A strain model of this Ga₃Sb phase can use one stiffness for squeezing and stretching, or a stiffness that changes with volume. With a single bulk modulus of 45 GPa, a volume change of 6 % means 45 × 0.06 = 2.7 GPa in either direction. The calculation gives 3.24 GPa on squeezing and only 2.27 GPa of outward pull on stretching. Knowing why shows how far the single number can be trusted.

Ga₃Sb (I4/mmm, 4 atoms in the cell), computed with Ansatz 0.2.0: PBE, plane-wave PAW, scalar-relativistic, no spin polarisation, 420 eV cutoff, 14×14×14 k mesh, 0.1 eV Gaussian smearing. Cell shape and atoms are relaxed at each volume. Energies count from the minimum of a third-order Birch-Murnaghan fit, and positive pressure means compression.

```tsv
volume per atom (Å³/atom)	energy over minimum (meV/atom)	pressure (GPa)
20.725	12.7	3.24
21.387	3.0	1.48
22.048	0.0	0.00
22.710	2.6	-1.24
23.371	10.0	-2.27
```

**From 20.725 to 22.048 Å³: squeezed.** The energy over minimum is the cost per atom of leaving the best volume. It is 12.7 meV in the first row but 10.0 meV in the last, a ratio of 1.27 for nearly equal volume changes. A tempting explanation is geometry: the atoms sit on springs of fixed strength, and equal volume steps are not equal length steps. Taking 6 % off the volume shortens every distance slightly more than adding 6 % lengthens it.

The effect is real but too small. Fixed springs give an energy ratio of 1.09, about a third of the excess. Most of the lopsidedness must come from a stiffness that itself changes with distance.

**Around 22.048 Å³: the minimum.** Ga₃Sb is a metal in every row, so a gas of electrons among positive ions is a serious rival. Let x be any distance divided by its value at the minimum. Confinement raises the electrons' kinetic energy as 1/x², while their attraction to the ions grows as 1/x. If the two balance at x = 1, the energy rises as (1/x − 1)².

With 3.5 outer electrons per atom, this picture gives a bulk modulus of 36 GPa, a fifth below the calculated 45 GPa. That is good for so crude a model, and it could persuade a reader to stop there. Yet its energy ratio is only 1.18. A nearly correct stiffness at the minimum is no proof that the forces change correctly away from it.

**From 22.048 to 23.371 Å³: stretched.** Beyond the minimum the pressure is negative, because the cell must be pulled outward to hold its volume. The cell softens as it grows: between neighbouring rows the stiffness falls from 56 GPa at the squeezed end of the table to 36 GPa at the stretched end. Bonds of finite strength should behave in this way. Their energy has to level off towards separate atoms, so the restoring force cannot keep growing in proportion to the stretch, while on the squeezed side overlapping electron shells repel ever more steeply.

A chlorine molecule does the same: its bond is softer when pulled than when pushed, because pulling leads towards two free atoms. The likeness ends at the shape of the energy curve. In the metal each atom has twelve near neighbours, and the energy is shared among them rather than held in separate pairs.

Once a shape is assumed for the well, the argument also gives a size for the effect. Among wells of one shape with the same curvature at the bottom, a shallow one levels off sooner than a deep one, so it is more lopsided. A simple well of this kind is E = D(1 − e^(−m(x−1)))², where D is its depth and m says how quickly the stiffness falls as the distance grows. For D I take 2.8 eV per atom, a rough recalled value for solid gallium and antimony, since the energy of separate atoms was not calculated here.

The pressure in the first row then follows:

- The curvature is 9 × volume × bulk modulus = 9 × 22.05 Å³ × 45.3 GPa, or about 56 eV.
- It must equal 2Dm², so m = √(56/5.6) ≈ 3.2.
- The distance ratio is x = (20.725/22.05)^(1/3) ≈ 0.98.
- The slope of the well with volume gives a pressure of about 3.2 GPa, against 3.24 GPa in the table.

The stiffness came from the two rows next to the minimum, so the outer rows test the shape of each curve, although the volume at the minimum comes from a fit to all five. The well comes closest at both ends, the electron gas is second and the springs are last, as the output below shows. The electron gas curve levels off too, but only at half the curvature, or 28 eV per atom, because it leads to separate electrons and ions instead of atoms.

The numbers therefore rule out fixed springs and this simple electron gas as full explanations. They favour the well that ends at separate atoms, without proving it, because its shape was chosen and its depth recalled. It also falls short, with an energy ratio of 1.24 instead of 1.27. To match the fitted curve by depth alone, the well would have to be only about 2.0 eV deep, far below the recalled value. The shape is therefore the likelier fault, but the second shape tried in the output is less lopsided still, so the right one remains open.

For the strain model, one bulk modulus misses the pressure by under a tenth at 3 % volume change, but by about a sixth on squeezing and a fifth on stretching at 6 %. These figures hold at zero temperature and for this crystal structure. A minimum along volume does not show that the phase would resist breaking up into GaSb and gallium.

The analysis program printed:

```
Pressure and stiffness (stiffness is between this row and the one above), GPa:
     row  computed  springs  electron_gas  bond_well  stiffness
  20.725      3.24    2.896         3.081      3.192        n/a
  21.387      1.48    1.404         1.448      1.474      55.98
  22.048         0   0.0037        0.0037     0.0037      48.62
   22.71     -1.24   -1.317        -1.279     -1.257      41.92
  23.371     -2.27   -2.562        -2.417     -2.334       35.9
Bulk modulus at the minimum from the two inner rows, GPa: 45.32
Fall of stiffness from first to last interval, percent: 35.86
Energy at -6 % over energy at +6 %, computed: 1.27
Same ratio, fixed springs: 1.089
Same ratio, electron gas: 1.18
Same ratio, bond well: 1.236
Largest pressure miss, fixed springs, GPa: 0.3436
Largest pressure miss, electron gas, GPa: 0.1585
Largest pressure miss, bond well, GPa: 0.06436
Bulk modulus of the electron gas picture with nothing fitted, GPa: 36.25
B prime of the electron gas with core repulsion that repairs its stiffness: 3.067
B prime of the Morse well, depth 2.8 eV: 4.166
B prime of the Morse well, depth 2.2 eV: 4.572
B prime of the Morse well, depth 3.4 eV: 3.873
B prime of a Rose-type well, depth 2.8 eV: 3.985
Morse depth that would give the fitted B prime of 4.785, eV/atom: 1.959
```
